\subsection*{The estimate by hand}

\textbf{Student.} I wanted the size of Wu--Cohen exchange between the ions of MgO, the tunnel barrier of magnetic memory cells. For a spin-unpolarised density $n$,
\begin{equation}
E_x=\int n\,\varepsilon_x^{\rm LDA}F_x\,d^3r,\qquad
\varepsilon_x^{\rm LDA}=-\frac{3}{4\pi}\frac{e^2}{4\pi\epsilon_0}k_F,\qquad
k_F=(3\pi^2n)^{1/3},
\end{equation}
\begin{equation}
p=s^2=\frac{|\nabla n|^2}{4k_F^2n^2},\qquad q=\frac{\nabla^2n}{4k_F^2n}.
\end{equation}
I modelled an oxygen tail as $n\propto e^{-2\lambda z}$, which gives $s=\lambda/k_F$. As barrier height I took the gap, 7.83 eV or $1.25\times10^{-18}$ J (compiled value, Miglio 2020), with the free electron mass, so $\lambda=\sqrt{2m_eE_g}/\hbar\approx1.4\times10^{10}$ m$^{-1}$. An illustrative density of $1.0\times10^{29}$ m$^{-3}$ gives $k_F\approx1.4\times10^{10}$ m$^{-1}$. I chose it so that $s\approx1$.

\textbf{Lecturer.} The gap is only a scale for that barrier, but as a model it will do. And $F_x$?

\textbf{Student.} The functional was built around the gradient expansion of exchange, whose fourth order is due to Svendsen and von Barth,
\begin{equation}
F_x^{\rm GE}=1+\frac{10}{81}p+\frac{146}{2025}q^2-\frac{73}{405}qp+Dp^2 ,
\label{eq:ge}
\end{equation}
with $D=0$ as the usual numerical estimate and $q$ replaced by $2p/3$. Rounded, $10/81\approx1/8$ and $0.07(4/9)-0.18(2/3)\approx-0.09$, so $F_x-1\approx0.035$. With $\varepsilon_x^{\rm LDA}\approx-0.24\,(2.3\times10^{-28}\ {\rm J\,m})(1.4\times10^{10}\ {\rm m^{-1}})\approx-8\times10^{-19}$ J, the gradient correction is about $-3\times10^{-20}$ J per electron.

\subsection*{The careful calculation}

\textbf{Lecturer.} Now take the functional as Wu and Cohen defined it in 2006. It keeps the PBE form,
\begin{equation}
F_x=1+\kappa-\frac{\kappa}{1+x/\kappa},\qquad
x=\frac{10}{81}p+\delta\,p\,e^{-p}+\ln(1+cp^2),\qquad
\delta=\mu-\frac{10}{81},
\label{eq:wc}
\end{equation}
with $\kappa=0.804$, $\mu=0.2195$ and $c=0.00794$, so $\delta=0.0960$. Expand $x$ first.

\textbf{Student.} With $e^{-p}=1-p+p^2/2-p^3/6+\dots$ and $\ln(1+y)=y-y^2/2+\dots$,
\begin{equation}
x=\mu p+(c-\delta)p^2+\frac{\delta}{2}p^3-\Big(\frac{\delta}{6}+\frac{c^2}{2}\Big)p^4+\dots
\end{equation}
The $10/81$ has dropped out of the leading term. That looks wrong, since it stands first in the definition.

\textbf{Lecturer.} It is right. At $p\to0$ the exponential equals one and the two terms add to $\mu$. The $10/81$ is left alone only where $e^{-p}$ has died, and there the density is no longer slowly varying. The value $\mu=\beta\pi^2/3$ with $\beta=0.066725$ comes from PBE, where it cancels the second-order gradient term of correlation. It is 1.78 times $10/81$. Now the outer function.

\textbf{Student.} $F_x-1=x/(1+x/\kappa)=x-x^2/\kappa+x^3/\kappa^2-\dots$, and $x^2=\mu^2p^2+\dots$, so
\begin{equation}
F_x=1+\mu s^2+\Big[c-\Big(\mu-\frac{10}{81}\Big)-\frac{\mu^2}{\kappa}\Big]s^4+O(s^6).
\label{eq:result}
\end{equation}
The bracket is $0.00794-0.0960-0.0599=-0.148$. The target was
\begin{equation}
\frac{146}{2025}\cdot\frac49-\frac{73}{405}\cdot\frac23=0.0320-0.1202=-0.0881 .
\end{equation}
So $-0.148$ against $-0.088$. I suspect my algebra.

\textbf{Lecturer.} Look at $c-\delta$ alone. It is $-0.0881$, because $c$ was fixed by setting the $s^4$ coefficient of $x$ equal to the target. But the target is a statement about $F_x$, and the denominator contributes $-\mu^2/\kappa$ at the same order. The miss is that one term. Meeting the target in $F_x$ needs
\begin{equation}
c'=-0.0881+\delta+\frac{\mu^2}{\kappa}=0.0678 .
\end{equation}
Now evaluate Eq.~(\ref{eq:wc}) at $s=1$ with no expansion.

\textbf{Student.} $x=0.1235+0.0353+0.0079=0.1667$, and
\begin{equation}
F_x(1)-1=\frac{0.1667}{1+0.1667/0.804}=0.138 .
\end{equation}
For the model density $k_F=1.436\times10^{10}$ m$^{-1}$ and $\varepsilon_x^{\rm LDA}=-7.91\times10^{-19}$ J, so the correction is $-1.09\times10^{-19}$ J per electron. My $F_x-1$ was 3.9 times too small.

\subsection*{Why the two differ}

\textbf{Lecturer.} Rounding cost you nothing, since $10/81-0.0881$ is also 0.035. Three separate terms carry the difference at $s=1$:
\begin{center}
\begin{tabular}{lr}
Eq.~(\ref{eq:ge}) with $q=2p/3$ & $0.035$\\
$s^2$ coefficient $\mu$ in place of $10/81$ & $+0.096$\\
the term $-\mu^2/\kappa$ & $-0.060$\\
all orders from $s^6$ upward & $+0.067$\\
\hline
closed form, Eq.~(\ref{eq:wc}) & $0.138$
\end{tabular}
\end{center}

\textbf{Student.} Then Eq.~(\ref{eq:result}) itself gives only 0.071 at $s=1$, half the closed form. Why should I trust an expansion that does so badly?

\textbf{Lecturer.} It is exact as a statement about $s\to0$, which is where a constraint on coefficients lives. It is a poor evaluator at $s=1$. The next coefficient is
\begin{equation}
\frac{\delta}{2}-\frac{2\mu(c-\delta)}{\kappa}+\frac{\mu^3}{\kappa^2}=0.0480+0.0481+0.0164=0.112 ,
\end{equation}
where the sum is taken before rounding, and the $s^8$ coefficient, collected in the same way, is $-0.076$. The partial sums run 0.2195, 0.071, 0.184, 0.108 and straddle 0.138.

\textbf{Student.} The function is smooth for every real $s$. Why the slow alternation?

\textbf{Lecturer.} A power series is limited by singularities anywhere in the complex $p$ plane. At negative $p$ the exponential grows, $x$ reaches $-\kappa$, and $F_x$ has a pole. Solving $x(p)=-\kappa$ puts the nearest one at $p=-1.49$. The series in $p$ therefore converges only for $s<1.22$, and at $s=1$ successive terms shrink asymptotically by $-1/1.49=-0.67$. The ratio of the $s^8$ to the $s^6$ coefficient is already $-0.68$. Your estimate also subtracted two numbers of similar size, $1/8$ and 0.09, so any change in either was magnified.

\textbf{Student.} Then repair it. Put in $c'$ and the functional should move toward my estimate.

\textbf{Lecturer.} Try it. A larger $c$ raises $x$ at every $s>0$, so it moves away.

\textbf{Student.} I get $F_x(1)-1=0.175$, up by 0.037, which is $-3.0\times10^{-20}$ J per electron. PBE, with $x=\mu p$, gives 0.172, and the same form with $x=10p/81$ gives 0.107. So the published $c$ puts Wu--Cohen between those two, and $c'$ lifts it slightly above PBE.

\textbf{Lecturer.} Yes. The whole reduction relative to PBE at $s=1$, from 0.172 to 0.138, would vanish with the constraint enforced and be slightly reversed, leaving $F_x(1)$ about 0.003 above the PBE value. That says how the two parameter sets differ. It does not say which describes MgO better, and nothing computed here tests that.

\textbf{Student.} But $-0.088$ is the exact target. Missing it must count against the functional.

\textbf{Lecturer.} It is not exact, because of $q=2p/3$. Take the positive kinetic energy density $\tau=(\hbar^2/2m_e)\sum_i|\nabla\psi_i|^2$. In units of the uniform-gas value $\tau_0=(3/10)\hbar^2k_F^2n/m_e$, its second-order expansion and the von Weizs\"acker term are
\begin{equation}
\frac{\tau}{\tau_0}=1+\frac{5}{27}p+\frac{20}{9}q,\qquad \frac{\tau_W}{\tau_0}=\frac53p .
\end{equation}
With $\alpha=(\tau-\tau_W)/\tau_0=1-\frac{40}{27}p+\frac{20}{9}q$, solving for $q$ gives
\begin{equation}
q=\frac{9}{20}(\alpha-1)+\frac23p .
\end{equation}
So $q=2p/3$ means $\alpha=1$. But $\alpha-1$ is of second order in the gradients, the same order as $p$, and dropping it is a choice and no limit. What is $q$ in your own tail?

\textbf{Student.} $\nabla^2n=4\lambda^2n$, so $q=p$, and the coefficient becomes $146/2025-73/405=-0.108$. The target shifts by 0.020, a third of the miss.

\textbf{Lecturer.} At the tetrahedral site, the centre of the interstitial, symmetry forces $p=0$, while a density minimum has $q>0$. Equation~(\ref{eq:ge}) keeps its $q^2$ term there, and a GGA that reduces to the LDA at $s=0$ returns $F_x=1$. A function of $s$ alone cannot satisfy an expansion in two independent variables. That limit belongs to the GGA form, whatever $c$ is.

\textbf{Student.} We left out correlation. Is it small against $10^{-19}$ J?

\textbf{Lecturer.} No. Wu--Cohen uses PBE correlation, whose gradient term per electron is
\begin{equation}
H=\gamma E_h\ln\Big[1+\frac{\beta}{\gamma}t^2\frac{1+At^2}{1+At^2+A^2t^4}\Big],\qquad
A=\frac{\beta/\gamma}{e^{-\varepsilon_c/\gamma E_h}-1},
\end{equation}
with $\gamma=(1-\ln2)/\pi^2$, $t^2=\pi k_Fa_0s^2/4$, $a_0$ the Bohr radius and $E_h=4.36\times10^{-18}$ J the Hartree energy. An approximate uniform-gas input $\varepsilon_c\approx-1.8\times10^{-19}$ J at this density gives $t^2=0.60$, $A=0.77$ and $H\approx+1.0\times10^{-19}$ J. It nearly cancels the exchange correction. The remainder, about $-1\times10^{-20}$ J, is smaller than the shift between $c$ and $c'$, so the omitted term matters for the net gradient correction.

\textbf{Student.} And what may I say about MgO?

\textbf{Lecturer.} The values $F_x(1)=1.138$ and $-0.148$ belong to the functional. The energies belong to the model, with a density chosen to give $s=1$, and a local energy per electron is fixed only up to terms that integrate to zero. In the crystal the tails of neighbouring ions overlap and their gradients partly cancel, so toward the tetrahedral site $s$ falls to zero and the model overstates the correction, by its whole size at the site itself. At $s=0.5$, Eq.~(\ref{eq:result}) gives 0.046 and the closed form 0.047, so in that inner region the expansion serves, with $\mu$ and $-0.148$ as its coefficients.